## How hard does stretched zinc oxide pull back?

A crystal held at a volume it would not choose pushes or pulls on whatever holds it. The table follows wurtzite ZnO, computed with the r2SCAN density functional, through such imposed volumes. Positive pressure means the crystal is squeezed, negative pressure that it is under tension. The energy over elements compares it with zinc metal and oxygen gas. The last row, the most stretched, is the one to predict.

Wurtzite ZnO, computed with Ansatz 0.2.0 using the r2SCAN functional and PAW, without spin polarization or a dispersion correction. The plane-wave cutoff is 500 eV, the k mesh 12×12×6 and the Gaussian smearing 0.02 eV wide. At each fixed volume, the cell shape and atomic positions are relaxed with a force tolerance of 0.01 eV/Å.

| volume (relaxed cell) (Å³/atom) | c/a (relaxed cell) | shortest distance (relaxed cell) (Å) | energy over elements (eV/atom) | pressure (GPa) |
| --- | --- | --- | --- | --- |
| 10.392 | 1.6095 | 1.888 | -1.537 | 25.400 |
| 10.746 | 1.6102 | 1.909 | -1.584 | 17.410 |
| 11.101 | 1.6108 | 1.930 | -1.615 | 10.640 |
| 11.455 | 1.6109 | 1.950 | -1.632 | 4.890 |
| 12.164 | 1.6109 | 1.990 | -1.632 | -4.160 |
| 12.518 | 1.6109 | 2.009 | -1.619 | -7.690 |
| 12.990 | 1.6120 | 2.034 | ? | ? |

**(a) Compare the rows at 11.101 and 12.518 Å³/atom. Does the crystal resist squeezing and stretching equally?**

*Solution.* A curve through the known pressures reaches zero at 11.81 Å³/atom, so the two rows lie almost equally far from equilibrium, 0.71 Å³/atom to either side. Yet the squeezed crystal pushes with 10.6 GPa, while the stretched one pulls with only 7.7 GPa. Squeezing also costs slightly more energy. The energy well is lopsided, steeper on the side of small volumes.

The usual explanation treats the crystal as made of ions, a simplification for the partly covalent Zn–O bond, and balances two forces with different reach. Attraction between zinc and oxygen weakens slowly with distance, while the repulsion between their overlapping closed electron shells weakens fast. Squeezing therefore meets a steeply rising repulsion, and stretching leaves a softer crystal behind. The table shows the softening but doesn't separate the two forces; that part is argued from theory. The same balance leads one to expect softening on expansion in similar ionic crystals.

The squeezed row needs one reservation. The calculation keeps the wurtzite symmetry, whereas real ZnO turns into the denser rocksalt form at roughly 10 GPa. The comparison concerns one crystal structure, not the stable phase at each pressure.

**(b) Predict the pressure and energy at 12.990 Å³/atom.**

*Solution.* The model must let the crystal soften as it expands. The third-order Birch–Murnaghan equation does this by expanding the energy in a strain f, which is negative for a stretched crystal:

f = [(V₀/V)^(2/3) − 1]/2

P = 3B₀ f (1 + 2f)^(5/2) [1 + 1.5(B′ − 4)f]

Here P is the pressure, V the volume and V₀ the volume at zero pressure. The bulk modulus B₀ measures resistance to a volume change at V₀, and B′ says how fast that resistance grows with pressure. Fitting the six known pressures gives V₀ = 11.81 Å³/atom, B₀ = 150 GPa and B′ = 4.37.

For the withheld row, which took no part in the fit:

- f = [(11.81/12.99)^(2/3) − 1]/2 = −0.0308
- P = 3 × 150 × (−0.0308) × 0.853 × 0.983 ≈ −11.6 GPa

The energy follows from the work done against this pressure. Integrating the same equation from V₀ gives a cost of 0.047 eV/atom, to be added to the fitted minimum of −1.637 eV/atom; the forecast below is rounded only after the sum. A fit of the six known energies against this work has a slope of 0.998, close to the 1 expected when energies and pressures are consistent.

The forecasts are:

- **Pressure:** −11.6 ± 0.3 GPa. It is more negative than at 12.518 Å³/atom, but the drop per Å³ is smaller than in the interval before.
- **Energy:** −1.591 ± 0.002 eV/atom. It lies above the 12.518 row but still below the 10.746 row, although that squeezed row is nearer to the minimum in volume.

The ranges are judgements, not statistical limits. They allow for small errors in the computed stress, for rounding and for the choice of equation. A Murnaghan curve, which makes the bulk modulus grow linearly with pressure, shifts the predicted pressure by about 0.1 GPa.

**(c) Compare the forecasts with the calculation. What made the difference?**

The withheld rows as computed:

| volume (relaxed cell) (Å³/atom) | c/a (relaxed cell) | shortest distance (relaxed cell) (Å) | energy over elements (eV/atom) | pressure (GPa) |
| --- | --- | --- | --- | --- |
| 12.990 | 1.6120 | 2.034 | -1.590 | -11.600 |

*Solution.* Both values fall inside their ranges, and the qualitative forecasts hold too. The model's pressure is too low by about 0.01 GPa. Its energy differs from the table by about 0.0006 eV/atom, a gap that the rounding of the tabulated energies can produce by itself. The pressure range was thus far wider than this case needed. The step beyond the known rows was short, and the crystal continued to soften smoothly.

The softening is what a simpler estimate would miss. A straight line through the last two known pressures gives −12.4 GPa, which overstates the tension by 0.8 GPa. A parabola for the energy, with the same minimum and bulk modulus, gives −1.582 eV/atom and so overstates the cost of stretching by 0.008 eV/atom. Both let the pressure fall by the same amount per Å³ however far the crystal is stretched. The printed analysis below shows the stiffness falling in every successive interval.

This gives a practical rule: when extending such a pressure curve to larger volumes, let the stiffness keep falling. A straight line through any two neighbouring rows here, continued to larger volumes, gives too low a pressure, which for a stretched crystal means too much tension. How much tension a real crystal would survive remains open, because a perfect four-atom cell repeated without end has no surface or flaw from which a crack could start.

Output of the analysis:

```
fit of pressure on 6 rows: coefficient of ((s/vol)**(7/3) - (s/vol)**(5/3)) 225 +/- 0.1, coefficient of ((s/vol)**(7/3) - (s/vol)**(5/3))*((s/vol)**(2/3) - 1) 62.23 +/- 1.3, s 11.81; rms 0.00466, worst 12.164 0.00636, leave-one-out rms 0.00939
  rows outside the fit (model, value, miss): 12.99 -11.61, -11.6, -0.00885
bulk modulus at zero pressure, GPa: 150
pressure derivative of the bulk modulus: 4.369
fit of energy_over_elements on 6 rows: constant -1.637 +/- 0.00014, coefficient of work 0.998 +/- 0.0029; rms 0.000193, worst 12.164 -0.000307, leave-one-out rms 0.000268
  rows outside the fit (model, value, miss): 12.99 -1.591, -1.59, -0.000564
fit of pressure on 6 rows: constant -35.58 +/- 0.041, coefficient of (12/vol)**s 33.29 +/- 0.03, s 4.208; rms 0.0183, worst 12.164 0.0251, leave-one-out rms 0.0511
  rows outside the fit (model, value, miss): 12.99 -11.73, -11.6, -0.13
constant-slope pressure at the withheld volume, GPa: -12.4
parabola energy at the withheld volume, eV/atom: -1.582
half-width of the pressure forecast, GPa: 0.3
half-width of the energy forecast, eV/atom: 0.002
volume of row 11.101 below the minimum, A^3/atom: 0.709
volume of row 12.518 above the minimum, A^3/atom: 0.708
energy of row 11.101 less that of row 12.518, eV/atom: 0.004
Stiffness and fitted curves:
     row  stiffness since the row before (GPa)  fitted pressure (GPa)  fitted energy (eV/atom)
  10.392                                   n/a                   25.4                   -1.537
  10.746                                 238.5                  17.42                   -1.584
  11.101                                 208.3                  10.63                   -1.615
  11.455                                 183.2                  4.894                   -1.632
  12.164                                 150.7                 -4.154                   -1.632
  12.518                                 123.1                 -7.692                   -1.619
   12.99                                 105.7                 -11.61                   -1.591
```
